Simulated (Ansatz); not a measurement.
# TiH: the change of pressure and energy above lowest point with volume scale

All results are calculated (Ansatz 0.2.0). Free energy against uniform scaling of the volume at fixed shape and fractions; periodic cell, basis, potentials, k mesh and filling as listed.

The cell before it is scaled or strained (space group P4_2/mmc, No. 131):
```
cell vectors (Å)
   2.9475     0.0000     0.0000
   0.0000     2.9475     0.0000
   0.0000     0.0000     4.5681
atoms (fractions of the cell vectors)
Ti  0.50000  0.00000  0.50000
Ti  0.00000  0.50000  0.00000
H   0.00000  0.00000  0.25000
H   0.00000  0.00000  0.75000
```

Settings of every row: functional LDA; dispersion none; potentials PAW; wave cutoff 653.07 eV; density cutoff 5224.6 eV; k mesh 8x8x5; k shift 0x0x0; occupations fermi dirac; smearing width 0.15 eV; spin none; SCF threshold exponent -8.

Limits: coarse k mesh, up to 40 meV an atom off; stress loosely converged; the cell comes from a prototype or a list of computed structures and needn't be the stable phase.

| row | volume scale | V (Å³/atom) | pressure (GPa) | energy above lowest point (meV/atom) |
| --- | --- | --- | --- | --- |
| 1 | 0.94 | 9.326 | 1.89 | 0.4 |
| 2 | 0.96 | 9.525 | -1.16 | 0 |
| 3 | 0.98 | 9.723 | -3.91 | 3.2 |
| 4 | 1 | 9.922 | ? | ? |
| 5 | 1.02 | 10.12 | -8.63 | 18.9 |
| 6 | 1.04 | 10.319 | -10.65 | 30.9 |
| 7 | 1.06 | 10.517 | -12.47 | 45.2 |

Question: what pressure and energy above lowest point should row 4 give?

Worked fit of pressure. Take u = (V_r/V)^(2/3) − 1 with V_r = 9.9215 Å³ an atom, which is twice the finite (Eulerian) strain; such expansions in the strain, on which the Birch-Murnaghan equation of state is built, carry the rest volume and the bulk modulus. The shown rows have u = 0.04213, 0.02756, 0.01356, -0.01312, -0.02585, -0.03811. Least squares give pressure = −6.389 + 177.02 × u + 461.7 × u² GPa; a straight line predicts inner rows, each left out in turn, worse (root mean square 0.28 against 0.0074 GPa). The rows lie off it by 0.00, 0.00, -0.01, 0.00, 0.01, -0.01. The pressure vanishes at u = 0.0332, or V = 9.447 Å³ an atom, and there the bulk modulus at fixed shape and fractions is B = −V dP/dV = (2/3)(1 + u) dP/du = 143 GPa. Letting shape and atoms relax would as a rule lower it, by much in layered, chain or molecular crystals. The withheld row has u = -3e-05, so the fit gives −6.389 + 177.02 × (-3e-05) + 461.7 × (-3e-05)² = -6.39 GPa.

The calculation gave -6.39 GPa. The fit meets it to the printed digit.

Worked fit of energy above lowest point. Take u = (V_r/V)^(2/3) − 1 with V_r = 9.9215 Å³ an atom, which is twice the finite (Eulerian) strain; such expansions in the strain, on which the Birch-Murnaghan equation of state is built, carry the rest volume and the bulk modulus. The shown rows have u = 0.04213, 0.02756, 0.01356, -0.01312, -0.02585, -0.03811. Least squares give energy above lowest point = 9.59 − 594 × u + 8924 × u² meV/atom; a straight line predicts inner rows, each left out in turn, worse (root mean square 5.3 against 0.026 meV/atom). All shown rows lie on it to the printed digit. Its lowest point lies at u = 0.0333, or V = 9.446 Å³ an atom, and the curvature there gives the bulk modulus at fixed shape and fractions, B = (4/9)(1 + u)² E″(u)/V = 144 GPa. Letting shape and atoms relax would as a rule lower it, by much in layered, chain or molecular crystals. The withheld row has u = -3e-05, so the fit gives 9.59 − 594 × (-3e-05) + 8924 × (-3e-05)² = 9.6 meV/atom.

The calculation gave 9.6 meV/atom. The fit meets it to the printed digit.
